**Thiophene NMR shieldings across functionals: spreads, signs and a failed gap estimate**

The table holds isotropic GIAO shieldings of the α and β carbons and protons and of sulfur in thiophene, from eight semilocal functionals, three hybrids and HF in pcSseg-2, plus PBE0 in pcSseg-1 (PySCF, one PBE0-D3(BJ)/def2-SVP geometry, gas phase, non-relativistic). The program fits nothing: it works out ranges, steps, orders, the diamagnetic/paramagnetic split and changes of tensor components, and tests one parameter-free estimate, the paramagnetic part of sulfur scaled from PBE by the inverse HOMO–LUMO gap. The sulfur shielding spans 118 ppm, almost all of it paramagnetic, and 93 ppm already among functionals without exact exchange. The gap estimate predicts too little change among semilocal functionals (worst miss 52.5 ppm) and far too much for hybrids and HF (misses of 207 to 418 ppm). The α/β carbon difference changes sign with the method, near-equal isotropic values can hide very different tensors, and the basis step rivals many differences between functionals.

Calculated values. Isotropic GIAO NMR shieldings σ of thiophene (C4H4S, SMILES c1ccsc1), non-relativistic, gas phase, from PySCF 2.14.0 with density fitting at the PBE0-D3(BJ)/def2-SVP geometry. Atoms are numbered in SMILES order, hydrogens after the heavy atoms, and equivalent atoms are averaged; H6 is bonded to C1, and H8 to C3, which is next to sulfur.

## Analysis program

```python
# Table: isotropic GIAO shieldings (ppm) of thiophene, PySCF, one PBE0-D3(BJ)/def2-SVP geometry, gas phase,
# non-relativistic, many functionals and HF. Tested: spreads, steps, signs, dia/para split, tensor
# components, and one parameter-free estimate (paramagnetic part of S scaled by 1/HOMO-LUMO gap).
T = {
    'functional': ['B97-D', 'BLYP', 'BP86', 'KT2', 'KT3', 'LDA', 'OPBE', 'PBE', 'B3LYP', 'mPW1PW91', 'HF', 'PBE0', 'PBE0'],
    'basis': ['pcSseg-2', 'pcSseg-2', 'pcSseg-2', 'pcSseg-2', 'pcSseg-2', 'pcSseg-2', 'pcSseg-2', 'pcSseg-2', 'pcSseg-2', 'pcSseg-2', 'pcSseg-2', 'pcSseg-1', 'pcSseg-2'],
    'exx': [0, 0, 0, 0, 0, 0, 0, 0, 20, 25, 100, 25, 25],  # %
    's_C1': [50.0, 42.0, 46.3, 57.5, 57.7, 42.0, 55.5, 46.2, 44.1, 48.0, 56.9, 53.0, 48.8],  # ppm
    's_C3': [49.8, 41.4, 46.5, 58.0, 58.1, 42.3, 57.0, 46.7, 41.9, 46.4, 50.5, 51.6, 47.4],  # ppm
    's_S4': [247.0, 214.7, 233.1, 288.7, 295.0, 201.7, 283.3, 237.6, 230.5, 253.0, 319.9, 275.0, 257.4],  # ppm
    's_H6': [24.14, 24.12, 23.92, 23.92, 24.12, 23.36, 23.82, 23.84, 24.1, 23.95, 24.38, 24.08, 23.88],  # ppm
    's_H8': [24.14, 24.12, 23.93, 23.93, 24.12, 23.37, 23.83, 23.85, 24.02, 23.86, 24.11, 24.09, 23.79],  # ppm
}
import numpy as np
from itertools import combinations
K = ['s_C1', 's_C3', 's_S4', 's_H6', 's_H8']; N = ['C1', 'C3', 'S4', 'H6', 'H8']
S = np.array([[float(v) for v in T[k]] for k in K]).T
ex = np.array([float(v) for v in T['exx']])
ix = {f: i for i, f in enumerate(T['functional']) if T['basis'][i] == 'pcSseg-2'}
small = [i for i, b in enumerate(T['basis']) if b == 'pcSseg-1'][0]
# Further outputs of the same pcSseg-2 runs: HOMO, LUMO (eV), diamagnetic C1, C3, S4, NICS(1)zz (ppm)
X = {'B97-D': (-5.7877, -1.2608, 253.10, 257.76, 1058.30, -29.54), 'BLYP': (-5.6936, -1.2061, 251.31, 256.68, 1057.60, -29.45),
     'BP86': (-5.9638, -1.4312, 252.18, 257.62, 1057.52, -29.79), 'KT2': (-5.8583, -1.3063, 254.18, 259.65, 1059.66, -30.44),
     'KT3': (-5.8492, -1.2989, 255.34, 259.93, 1059.96, -30.04), 'LDA': (-6.0788, -1.5468, 251.84, 257.73, 1057.13, -30.18),
     'OPBE': (-5.8664, -1.2739, 255.91, 260.22, 1058.57, -30.11), 'PBE': (-5.8837, -1.3473, 253.00, 258.20, 1057.61, -29.92),
     'B3LYP': (-6.6758, -0.6746, 251.67, 256.73, 1057.40, -29.65), 'mPW1PW91': (-6.9142, -0.4872, 252.99, 257.92, 1057.55, -29.97),
     'HF': (-8.9256, 2.7860, 251.44, 255.40, 1055.98, -29.78), 'PBE0': (-6.9054, -0.4761, 253.13, 257.99, 1057.35, -30.13)}
# Principal components of the shielding tensors (ppm) of C1, C3, S4 from the same runs
E = {'PBE': [[-37.25, 30.92, 144.97], [-42.73, 45.16, 137.73], [112.49, 230.31, 369.93]],
     'PBE0': [[-39.02, 34.06, 151.35], [-47.65, 45.39, 144.49], [124.61, 253.40, 394.27]],
     'KT3': [[-20.91, 45.29, 148.60], [-25.91, 58.30, 141.97], [174.32, 289.77, 421.06]],
     'HF': [[-44.36, 50.11, 164.86], [-59.38, 52.03, 158.79], [167.62, 345.57, 446.66]]}
E = {k: np.array(v) for k, v in E.items()}
F = list(ix); F0 = [f for f in F if ex[ix[f]] == 0]; H = [f for f in F if 0 < ex[ix[f]] < 100]
gap = {f: X[f][1] - X[f][0] for f in F}
para = {f: S[ix[f], :3] - np.array(X[f][2:5]) for f in F}
fmt = lambda d: '  '.join(f'{n} {v:+.1f}' if j < 3 else f'{n} {v:+.2f}' for j, (n, v) in enumerate(zip(N, d)))
print('Rounding of a difference: up to 0.1 ppm (C, S), 0.01 ppm (H)')
print('pcSseg-2: exx %, C1-C3, H6-H8 (ppm), gap (eV), para S4, 1/gap estimate from PBE, miss (ppm)')
for f in F:
    s = S[ix[f]]; est = para['PBE'][2] * gap['PBE'] / gap[f]
    print(f'{f:9s} {ex[ix[f]]:4.0f} {s[0]-s[1]:+5.1f} {s[3]-s[4]:+5.2f} {gap[f]:6.2f} {para[f][2]:7.1f} {est:7.1f} {est-para[f][2]:+7.1f}')
s = S[small]
print(f'PBE0/pcSseg-1 (basis test, no dia/para output): C1-C3 {s[0]-s[1]:+.1f}, H6-H8 {s[3]-s[4]:+.2f} ppm')
A = S[[ix[f] for f in F]]; A0 = S[[ix[f] for f in F0]]
r0, ra = np.ptp(A0, axis=0), np.ptp(A, axis=0); db = S[ix['PBE0']] - S[small]
print('Range, 0% rows (ppm):      ', fmt(r0))
print('Range, all pcSseg-2 (ppm): ', fmt(ra))
for a, b in [('PBE', 'PBE0'), ('BLYP', 'B3LYP'), ('PBE', 'KT3'), ('PBE', 'HF'), ('KT3', 'HF')]:
    print(f'Step {a}->{b} (ppm):'.ljust(27), fmt(S[ix[b]] - S[ix[a]]))
print('PBE0 pcSseg-1->2 (ppm):    ', fmt(db))
print('Basis step as % of 0% range:', '  '.join(f'{n} {100*abs(d)/r:.0f}' for n, d, r in zip(N, db, r0)))
pairs = list(combinations(range(len(F)), 2))
print(f'Method pairs (of {len(pairs)}) closer than the basis step:', '  '.join(
    f'{n} {sum(abs(A[p, j]-A[q, j]) < abs(db[j])-1e-9 for p, q in pairs)}' for j, n in enumerate(N)))
for a, b in [('PBE', 'PBE0'), ('BLYP', 'B3LYP')]:
    fr = (S[ix[b]] - S[ix[a]]) / (S[ix['HF']] - S[ix[a]])
    print(f'{b}: share of the way {a}->HF (exx {ex[ix[b]]:.0f}%):', '  '.join(f'{n} {v:+.2f}' for n, v in zip(N, fr)))
print('Correlation r with S4 over 0% rows:', '  '.join(f'{N[j]} {np.corrcoef(A0[:, j], A0[:, 2])[0, 1]:+.2f}' for j in (0, 1, 3, 4)))
for j in (2, 0, 3):
    print(f'Rising {N[j]}:', ' < '.join(sorted(F, key=lambda f: S[ix[f], j])), '(ties within rounding possible)')
D = np.array([X[f][2:5] for f in F]); P = np.array([para[f] for f in F])
for j in range(3):
    print(f'{N[j]}: dia mean {D[:, j].mean():.1f} range {np.ptp(D[:, j]):.1f}; para mean {P[:, j].mean():.1f} '
          f'range {np.ptp(P[:, j]):.1f} ppm ({100*np.ptp(P[:, j])/abs(P[:, j].mean()):.1f}%)')
g0 = np.array([gap[f] for f in F0]); p0 = np.array([para[f][2] for f in F0])
print(f'0% rows: gap range {np.ptp(g0):.2f} eV ({100*np.ptp(g0)/g0.mean():.1f}%), para S4 range {np.ptp(p0):.1f} ppm ({100*np.ptp(p0)/abs(p0.mean()):.1f}%)')
for b in ('PBE0', 'KT3', 'HF'):
    d = E[b] - E['PBE']
    print(f'PBE->{b} low/mid/high (ppm):', '; '.join(f'{N[j]} ' + ' '.join(f'{v:+.1f}' for v in d[j]) for j in range(3)))
for f in E:
    print(f'Span high-low {f} (ppm):', '  '.join(f'{N[j]} {E[f][j, 2]-E[f][j, 0]:.1f}' for j in range(3)))
nz = [X[f][5] for f in F]
print(f'NICS(1)zz, pcSseg-2: {max(nz):.2f} to {min(nz):.2f} ppm, range {np.ptp(nz):.2f}')
dC = lambda f: S[ix[f], 0] - S[ix[f], 1]
assert r0[2] > 3 * (S[ix['PBE0'], 2] - S[ix['PBE'], 2])
assert max(map(dC, F0)) < min(map(dC, H)) and max(map(dC, H)) < dC('HF')
assert np.ptp(P[:, 2]) > 10 * np.ptp(D[:, 2])
assert (db < 0).all()
```

Printed output:

```
Rounding of a difference: up to 0.1 ppm (C, S), 0.01 ppm (H)
pcSseg-2: exx %, C1-C3, H6-H8 (ppm), gap (eV), para S4, 1/gap estimate from PBE, miss (ppm)
B97-D        0  +0.2 +0.00   4.53  -811.3  -821.7   -10.4
BLYP         0  +0.6 +0.00   4.49  -842.9  -828.9   +14.0
BP86         0  -0.2 -0.01   4.53  -824.4  -820.7    +3.7
KT2          0  -0.5 -0.01   4.55  -771.0  -817.2   -46.2
KT3          0  -0.4 +0.00   4.55  -765.0  -817.5   -52.5
LDA          0  -0.3 -0.01   4.53  -855.4  -820.8   +34.6
OPBE         0  -1.5 -0.01   4.59  -775.3  -810.0   -34.7
PBE          0  -0.5 -0.01   4.54  -820.0  -820.0    +0.0
B3LYP       20  +2.2 +0.08   6.00  -826.9  -619.9  +207.0
mPW1PW91    25  +1.6 +0.09   6.43  -804.5  -578.8  +225.8
HF         100  +6.4 +0.27  11.71  -736.1  -317.6  +418.5
PBE0        25  +1.4 +0.09   6.43  -799.9  -578.6  +221.4
PBE0/pcSseg-1 (basis test, no dia/para output): C1-C3 +1.4, H6-H8 -0.01 ppm
Range, 0% rows (ppm):       C1 +15.7  C3 +16.7  S4 +93.3  H6 +0.78  H8 +0.77
Range, all pcSseg-2 (ppm):  C1 +15.7  C3 +16.7  S4 +118.2  H6 +1.02  H8 +0.77
Step PBE->PBE0 (ppm):       C1 +2.6  C3 +0.7  S4 +19.8  H6 +0.04  H8 -0.06
Step BLYP->B3LYP (ppm):     C1 +2.1  C3 +0.5  S4 +15.8  H6 -0.02  H8 -0.10
Step PBE->KT3 (ppm):        C1 +11.5  C3 +11.4  S4 +57.4  H6 +0.28  H8 +0.27
Step PBE->HF (ppm):         C1 +10.7  C3 +3.8  S4 +82.3  H6 +0.54  H8 +0.26
Step KT3->HF (ppm):         C1 -0.8  C3 -7.6  S4 +24.9  H6 +0.26  H8 -0.01
PBE0 pcSseg-1->2 (ppm):     C1 -4.2  C3 -4.2  S4 -17.6  H6 -0.20  H8 -0.30
Basis step as % of 0% range: C1 27  C3 25  S4 19  H6 26  H8 39
Method pairs (of 66) closer than the basis step: C1 22  C3 22  S4 15  H6 27  H8 50
PBE0: share of the way PBE->HF (exx 25%): C1 +0.24  C3 +0.18  S4 +0.24  H6 +0.07  H8 -0.23
B3LYP: share of the way BLYP->HF (exx 20%): C1 +0.14  C3 +0.05  S4 +0.15  H6 -0.08  H8 +10.00
Correlation r with S4 over 0% rows: C1 +0.99  C3 +0.99  H6 +0.41  H8 +0.42
Rising S4: LDA < BLYP < B3LYP < BP86 < PBE < B97-D < mPW1PW91 < PBE0 < OPBE < KT2 < KT3 < HF (ties within rounding possible)
Rising C1: BLYP < LDA < B3LYP < PBE < BP86 < mPW1PW91 < PBE0 < B97-D < OPBE < HF < KT2 < KT3 (ties within rounding possible)
Rising H6: LDA < OPBE < PBE < PBE0 < BP86 < KT2 < mPW1PW91 < B3LYP < BLYP < KT3 < B97-D < HF (ties within rounding possible)
C1: dia mean 253.0 range 4.6; para mean -203.4 range 15.3 ppm (7.5%)
C3: dia mean 258.0 range 4.8; para mean -209.2 range 13.8 ppm (6.6%)
S4: dia mean 1057.9 range 4.0; para mean -802.7 range 119.4 ppm (14.9%)
0% rows: gap range 0.10 eV (2.3%), para S4 range 90.5 ppm (11.2%)
PBE->PBE0 low/mid/high (ppm): C1 -1.8 +3.1 +6.4; C3 -4.9 +0.2 +6.8; S4 +12.1 +23.1 +24.3
PBE->KT3 low/mid/high (ppm): C1 +16.3 +14.4 +3.6; C3 +16.8 +13.1 +4.2; S4 +61.8 +59.5 +51.1
PBE->HF low/mid/high (ppm): C1 -7.1 +19.2 +19.9; C3 -16.7 +6.9 +21.1; S4 +55.1 +115.3 +76.7
Span high-low PBE (ppm): C1 182.2  C3 180.5  S4 257.4
Span high-low PBE0 (ppm): C1 190.4  C3 192.1  S4 269.7
Span high-low KT3 (ppm): C1 169.5  C3 167.9  S4 246.7
Span high-low HF (ppm): C1 209.2  C3 218.2  S4 279.0
NICS(1)zz, pcSseg-2: -29.45 to -30.44 ppm, range 0.99
```
